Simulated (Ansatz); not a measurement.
Co: pressure and energy change per atom as volume scale varies

Results calculated with Ansatz 0.2.0, not measured. Plane-wave DFT, scalar-relativistic PAW made under PBE with cores redone for the functional, no dispersion; the given relaxed cell is scaled uniformly, energy at zero smearing counts from the unscaled cell, pressure at the given Fermi-Dirac smearing is positive in compression.

The cell before it is scaled or strained (space group P6_3/mmc, No. 194):
```
cell vectors (Å)
   2.4580     0.0000     0.0000
  -1.2290     2.1287     0.0000
   0.0000     0.0000     3.9727
atoms (fractions of the cell vectors)
Co  0.33333  0.66667  0.25000
Co  0.66667  0.33333  0.75000
```

Settings of every row: spin polarised yes; functional m-r2SCAN; wave cutoff 500 eV; smearing width 0.05 eV; k mesh 24x24x13.

Atom:
```
element  starting moment (Bohr magneton)
     Co                            -1.62
     Co                            -1.62
```

Limits: all rows lie far from zero pressure.

```
row  volume scale  V (Å³/atom)  pressure (GPa)  energy change per atom (meV)  largest site moment (Bohr magneton)
  1          0.88        9.146           42.69                         150.6                                 1.49
  2          0.92        9.562           25.49                         62.25                                 1.55
  3          0.96        9.978               ?                             ?                                    ?
  4          1.04       10.809           -8.19                         10.57                                 1.66
  5          1.08       11.225          -15.15                         41.29                                  1.7
  6          1.12        11.64          -20.72                         88.21                                 1.72
```

Question: what pressure and energy change per atom should row 3 give?

Worked fit of pressure. Take u = (V_r/V)^(2/3) − 1 with V_r = 10.809 Å³ an atom, which is twice the finite (Eulerian) strain; such expansions in the strain, on which the Birch-Murnaghan equation of state is built, carry the rest volume and the bulk modulus. The shown rows have u = 0.11781, 0.08515, 0, -0.02486, -0.04818. Least squares give pressure = −8.228 + 308.109 × u + 1048.22 × u² GPa; a straight line predicts inner rows, each left out in turn, worse (root mean square 3 against 0.16 GPa). The rows lie off it by 0.07, -0.12, 0.04, 0.09, -0.08 (root mean square 0.084 GPa). The pressure vanishes at u = 0.0246, or V = 10.42 Å³ an atom, and there the bulk modulus at fixed shape and fractions is B = −V dP/dV = (2/3)(1 + u) dP/du = 246 GPa. Letting shape and atoms relax would as a rule lower it, by much in layered, chain or molecular crystals. The withheld row has u = 0.05478, so the fit gives −8.228 + 308.109 × (0.05478) + 1048.22 × (0.05478)² = 11.80 GPa.

The calculation gave 11.54 GPa. The fit lies 0.26 GPa (2.3 % of the value, 0.41 % of the column's range) above it; its largest miss of a shown row is 0.12 GPa.

Worked fit of energy change per atom. Take u = (V_r/V)^(2/3) − 1 with V_r = 10.809 Å³ an atom, which is twice the finite (Eulerian) strain; such expansions in the strain, on which the Birch-Murnaghan equation of state is built, carry the rest volume and the bulk modulus. The shown rows have u = 0.11781, 0.08515, 0, -0.02486, -0.04818. Least squares give energy change per atom = 9.843 − 819.972 × u + 17044.04 × u² meV; a straight line predicts inner rows, each left out in turn, worse (root mean square 48 against 1.9 meV). The rows lie off it by 0.80, -1.35, 0.73, 0.53, -0.70 (root mean square 0.87 meV). The withheld row has u = 0.05478, so the fit gives 9.843 − 819.972 × (0.05478) + 17044.04 × (0.05478)² = 16.07 meV.

The calculation gave 14.8 meV. The fit lies 1.27 meV (8.6 % of the value, 0.91 % of the column's range) above it; its largest miss of a shown row is 1.35 meV.

The other values of row 3: largest site moment 1.59 Bohr magneton.
